One-shot G0W0 on LDA for SiC (F-43m, cell relaxed with r2SCAN), Ansatz 0.2.0, plane-wave PAW, no spin polarisation; cutoff 420 eV, k mesh 6×6×6, 77 empty bands, screening cutoff 140 eV. Kohn–Sham and quasiparticle levels are each measured from their own valence top; v1 is the top filled band, c1 the lowest empty one. The first k component is 0 in every row.

```csv
band,b (fraction of the reciprocal vector),c (fraction of the reciprocal vector),kohn sham level (eV),quasiparticle level (eV),exchange less vxc (eV),correlation (eV)
v2,0,0,0.000,0.000,-2.409,1.993
v1,0,0,0.000,0.000,-2.409,1.993
c1,0,0,6.280,7.300,5.952,-5.349
c2,0,0,7.201,8.474,6.130,-5.274
v2,0,0.1667,-0.332,-0.356,-2.511,2.071
v1,0,0.1667,-0.332,-0.356,-2.511,2.071
c1,0,0.1667,6.305,7.428,5.895,-5.188
c2,0,0.1667,7.718,9.006,6.336,-5.464
v2,0,0.3333,-0.848,-0.911,-2.716,2.236
v1,0,0.3333,-0.848,-0.911,-2.716,2.236
c1,0,0.3333,5.639,6.762,5.702,-4.995
c2,0,0.3333,7.548,8.777,6.211,-5.399
v2,0,-0.5,-1.057,-1.136,-2.806,2.310
v1,0,-0.5,-1.057,-1.136,-2.806,2.310
c1,0,-0.5,5.389,6.509,5.637,-4.933
c2,0,-0.5,7.138,8.332,6.048,-5.270
v2,0.1667,0.1667,-1.114,-1.198,-2.772,2.272
v1,0.1667,0.1667,-1.114,-1.198,-2.772,2.272
c1,0.1667,0.1667,5.446,6.569,5.629,-4.922
c2,0.1667,0.1667,7.298,8.500,6.278,-5.493
v2,0.1667,-0.5,-2.778,-2.957,-3.355,2.759
v1,0.1667,-0.5,-1.759,-1.887,-3.028,2.484
c1,0.1667,-0.5,4.758,5.827,5.467,-4.814
c2,0.1667,-0.5,7.740,8.964,6.259,-5.452
```

LDA leaves the empty levels of SiC too close to the filled ones, and G0W0 moves them apart. Measured from the valence top, the empty levels in the table rise by 1.0 to 1.3 eV, while the filled levels below the top sink slightly. The shift of a level is its quasiparticle level less its Kohn–Sham level. What sets its size, and why does it differ from state to state?

The tempting answer is a rigid lift, often called a scissors correction: every empty level goes up by the same amount. Fitted to the twelve empty rows, that amount is 1.17 eV, with an rms miss of only 0.08 eV. The conduction minimum, however, lies outside the table, at X ($b=c=-0.5$), and there the same calculation gives a shift of only 0.85 eV. A lift learned from the higher states would therefore make the gap about 0.3 eV too wide.

A second answer is a stretch, in which the shift grows with LDA energy. A straight line through the same twelve rows rises by about 0.06 eV per eV and, carried down to X, misses by only 0.02 eV. That closeness may be partly luck, since the uncertainty of the slope alone allows a miss of about 0.08 eV there. The table by itself doesn't favour this line, since one constant for c1 and another for c2 fits the rows slightly better. Within c1 there is no visible stretch: four rows rise by 1.12 eV although their LDA levels run from 5.389 to 6.305 eV, so the slope comes mainly from the offset between the two bands. At X, though, the c1 constant is too large by 0.25 eV, so the line's advantage rests on a single point.

The filled levels stretch too, sinking by about 7 % of their depth below the top. But a stretch only describes the pattern. It doesn't explain why the line for the empty states starts at roughly 0.75 eV instead of at zero.

The reason for that step lies in exchange. A filled state is lowered strongly by exchange, above all with the filled states of its own band at nearby k points, whose orbitals nearly match its own. An empty state has no such filled partners and is lowered much less. LDA replaces this by one local potential, which acts on an orbital in the same way whether it is filled or empty. The column exchange less vxc shows what restoring full exchange would do: on average it would lift the empty levels by 8.4 eV against the valence top. In a crystal the other electrons rearrange and weaken the interaction, and the correlation column takes back about 86 % of this opening.

This suggests a simple model. Suppose that screening divides exchange by the dielectric constant $\varepsilon$, and that the attraction of an electron to the polarisation around it acts like the remaining fraction of the LDA potential. With $\Sigma_x$ for exchange and $v_{xc}$ for the LDA exchange–correlation potential, the self-energy becomes

$$\Sigma \approx \frac{1}{\varepsilon}\Sigma_x + \left(1-\frac{1}{\varepsilon}\right)v_{xc}.$$

Subtracting $v_{xc}$, which LDA already contains, and counting from the valence top gives

$$\text{shift} \approx \frac{(\Sigma_x - v_{xc})_{\text{state}} - (\Sigma_x - v_{xc})_{\text{top}}}{\varepsilon}.$$

Take c2 at $b=0$, $c=0.3333$. Exchange less vxc is 6.211 eV there and −2.409 eV at the valence top, a difference of 8.620 eV. The same calculation gives $\varepsilon = 7.27$, so the estimate is $8.620/7.27 = 1.19$ eV, against 1.23 eV in G0W0. Over all twelve empty rows the rms miss is 0.06 eV, although the formula has no adjustable constant. The output printed below compares it with the constant and the line.

Screening is built into G0W0, so this agreement shows only that one number can stand in for most of it. The formula leaves out the energy dependence of that screening. In this run the renormalisation factor that it brings is about 0.8 for every state and is already contained in the tabulated terms, which add up to the shift as they stand. Without it the shifts would be about a quarter larger and the formula would fall clearly short, so part of the agreement is a cancellation of errors. The agreement is also delicate, because the shift is what remains of two large, opposing terms. If correlation cancelled one percentage point more of the exchange opening, an empty level would move by 0.08 eV. The model therefore accounts for the size of the opening better than for its variation between states.

That weakness is plain at Γ ($b=c=0$), where c2 rises by 0.25 eV more than c1 and the model gives a difference of only 0.02 eV. Much of this comes from c1 at Γ, which also rises less than c1 at the next point although their LDA levels nearly coincide. Its correlation term is more negative. The eigenvalues of the run show c1 single and c2 threefold at Γ, as expected for an s-like and a p-like level; away from Γ one branch of the threefold level can mix with c1, so the labels c1 and c2 don't mark a fixed orbital character. Whether this accounts for the correlation term, the data can't settle. Within the valence band the model yields a stretch of 5 % instead of 7 %. A possible cause, which these data can't test, is that exchange differences between these states come largely from short distances, where screening is less complete than $\varepsilon$ implies.

The numbers thus reject the rigid lift and leave the stretch as a description that rests on the offset between c1 and c2 and on the single point X. Screened exchange offers the best account of why the gap widens and of the rough size of the opening, but it is untested at X. To match the shift there, exchange less vxc would have to lie only 6.18 eV above its value at the valence top, against 7.876 eV for the lowest empty row of the table. By the same argument, a crystal that screens less should keep more of its exchange opening. In practice, a scissors correction set to the G0W0 gap of SiC places the empty levels of the table 0.2 to 0.4 eV too low. That gap, 2.16 eV, is itself likely to be somewhat small, because the calculation stops short of the basis limit. The LDA start also used PAW datasets made for PBE, which may move the levels slightly.

Printed output of the fit:

```
fit of shift on 12 rows (empty): constant 0.751 +/- 0.099, coefficient of ks 0.06342 +/- 0.015; rms 0.047, worst c1 0.129, leave-one-out rms 0.0533
  rows outside the fit (model, value, miss): v2 0.751, 0, 0.751; v1 0.751, 0, 0.751; v2 0.7299, -0.024, 0.754; v1 0.7299, -0.024, 0.754; v2 0.6972, -0.063, 0.76; v1 0.6972, -0.063, 0.76; v2 0.6839, -0.079, 0.763; v1 0.6839, -0.079, 0.763; v2 0.6803, -0.084, 0.764; v1 0.6803, -0.084, 0.764; v2 0.5748, -0.179, 0.754; v1 0.6394, -0.128, 0.767
G0W0 shift of the c1 levels, in table order (eV): c1 1.02, c1 1.123, c1 1.123, c1 1.12, c1 1.123, c1 1.069
G0W0 shift of the c2 levels, in table order (eV): c2 1.273, c2 1.288, c2 1.229, c2 1.194, c2 1.202, c2 1.224
G0W0 shift of the distinct valence levels below the top, in table order (eV): v2 -0.024, v2 -0.063, v2 -0.079, v2 -0.084, v2 -0.179, v1 -0.128
Mean shift of the tabulated empty levels, the rigid lift (eV): 1.166
Rms miss of one rigid lift, empty levels (eV): 0.0786
Rms miss of one constant for c1 and one for c2 (eV): 0.03702
Rms miss of the line in LDA energy, empty levels (eV): 0.04698
Rms miss of exchange divided by the dielectric constant, nothing fitted, empty levels (eV): 0.05698
Mean shift from exchange divided by the dielectric constant, empty levels (eV): 1.151
Exchange divided by the dielectric constant, prediction less G0W0 shift, empty levels in table order (eV): c1 0.1297, c2 -0.09881, c1 0.01888, c2 -0.08548, c1 -0.007662, c2 -0.04367, c1 -0.0136, c2 -0.03108, c1 -0.0177, c2 -0.007457, c1 0.01402, c2 -0.03207
G0W0 shift of the conduction minimum at X (eV): 0.8498
Rigid lift less G0W0 shift at X (eV): 0.3159
Constant of c1 less G0W0 shift at X (eV): 0.2466
Line in LDA energy less G0W0 shift at X (eV): -0.01578
Stretch of the valence levels in G0W0 (percent): 6.864
Stretch of the valence levels from exchange divided by the dielectric constant (percent): 4.749
Mean opening from exchange less vxc alone, empty levels (eV): 8.371
Share of the exchange step cancelled by correlation, empty levels in table order (percent): c1 87.81, c2 85.1, c1 86.48, c2 85.27, c1 86.15, c2 85.75, c1 86.08, c2 85.88, c1 86.03, c2 86.17, c1 86.43, c2 85.89
Share of the exchange step cancelled by correlation, distinct valence levels (percent): v2 76.47, v2 79.15, v2 79.85, v2 76.86, v2 80.97, v1 79.32
Share that one dielectric constant would cancel (percent): 86.25
Change of an empty level's shift for one percentage point of cancellation (eV): 0.08371
Shift of c2 less shift of c1 at Gamma, G0W0 (eV): 0.253
Shift of c2 less shift of c1 at Gamma, exchange divided by the dielectric constant (eV): 0.02448
```
